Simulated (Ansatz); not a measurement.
## Re: pressure and energy change per atom against volume scale

All results are calculated (Ansatz 0.2.0). Plane-wave DFT, scalar-relativistic PAW made under PBE with cores redone for the functional, no dispersion; the given relaxed cell is scaled uniformly, energy at zero smearing counts from the unscaled cell, pressure at the given Fermi-Dirac smearing is positive in compression.

The cell before it is scaled or strained (space group P6_3/mmc, No. 194):
```
CELL_PARAMETERS angstrom
2.73920 0.00000 0.00000
-1.36960 2.37220 0.00000
0.00000 0.00000 4.41190
ATOMIC_POSITIONS crystal
Re 0.33333 0.66667 0.25000
Re 0.66667 0.33333 0.75000
```

Settings of every row: spin polarised no; functional LDA; wave cutoff 420 eV; smearing width 0.1 eV; k mesh 22x22x12.

Atom starting moment: 0 on all atoms.

Limits: all rows lie far from zero pressure; no spin-orbit coupling, which can matter with elements this heavy.

```
row  volume scale  V (Å³/atom)  pressure (GPa)  energy change per atom (meV)
  1          0.88       12.614           68.27                        325.72
  2          0.92       13.187           40.51                        133.56
  3          0.96       13.761           18.13                         30.74
  4          1.04       14.907          -14.48                         27.41
  5          1.08       15.481          -26.17                        101.61
  6          1.12       16.054               ?                             ?
```

Question: what pressure and energy change per atom should row 6 give?

Worked fit of pressure. Take u = (V_r/V)^(2/3) − 1 with V_r = 13.761 Å³ an atom, which is twice the finite (Eulerian) strain; such expansions in the strain, on which the Birch-Murnaghan equation of state is built, carry the rest volume and the bulk modulus. The shown rows have u = 0.05974, 0.02881, 0, -0.05193, -0.07551. Least squares give pressure = 18.118 + 726.86 × u + 1870.5 × u² GPa; a straight line predicts inner rows, each left out in turn, worse (root mean square 3.8 against 0.14 GPa). The rows lie off it by 0.05, -0.10, 0.01, 0.10, -0.07 (root mean square 0.074 GPa). The pressure vanishes at u = -0.0268, or V = 14.33 Å³ an atom, and there the bulk modulus at fixed shape and fractions is B = −V dP/dV = (2/3)(1 + u) dP/du = 407 GPa. Letting shape and atoms relax would as a rule lower it, by much in layered, chain or molecular crystals. The withheld row has u = -0.09764, so the fit gives 18.118 + 726.86 × (-0.09764) + 1870.5 × (-0.09764)² = -35.02 GPa.

The calculation gave -35.53 GPa. The fit lies 0.51 GPa (1.4 % of the value, 0.49 % of the column's range) above it; its largest miss of a shown row is 0.10 GPa. This row lies beyond the range of the fit.

Worked fit of energy change per atom. Take u = (V_r/V)^(2/3) − 1 with V_r = 13.761 Å³ an atom, which is twice the finite (Eulerian) strain; such expansions in the strain, on which the Birch-Murnaghan equation of state is built, carry the rest volume and the bulk modulus. The shown rows have u = 0.05974, 0.02881, 0, -0.05193, -0.07551. Least squares give energy change per atom = 30.779 + 2336.03 × u + 43445.8 × u² meV; a straight line predicts inner rows, each left out in turn, worse (root mean square 89 against 0.91 meV). The rows lie off it by 0.33, -0.58, -0.04, 0.78, -0.49 (root mean square 0.51 meV). Its lowest point lies at u = -0.0269, or V = 14.34 Å³ an atom, and the curvature there gives the bulk modulus at fixed shape and fractions, B = (4/9)(1 + u)² E″(u)/V = 409 GPa. Letting shape and atoms relax would as a rule lower it, by much in layered, chain or molecular crystals. The withheld row has u = -0.09764, so the fit gives 30.779 + 2336.03 × (-0.09764) + 43445.8 × (-0.09764)² = 216.88 meV.

The calculation gave 213.35 meV. The fit lies 3.53 meV (1.7 % of the value, 1.2 % of the column's range) above it; its largest miss of a shown row is 0.78 meV. This row lies beyond the range of the fit.
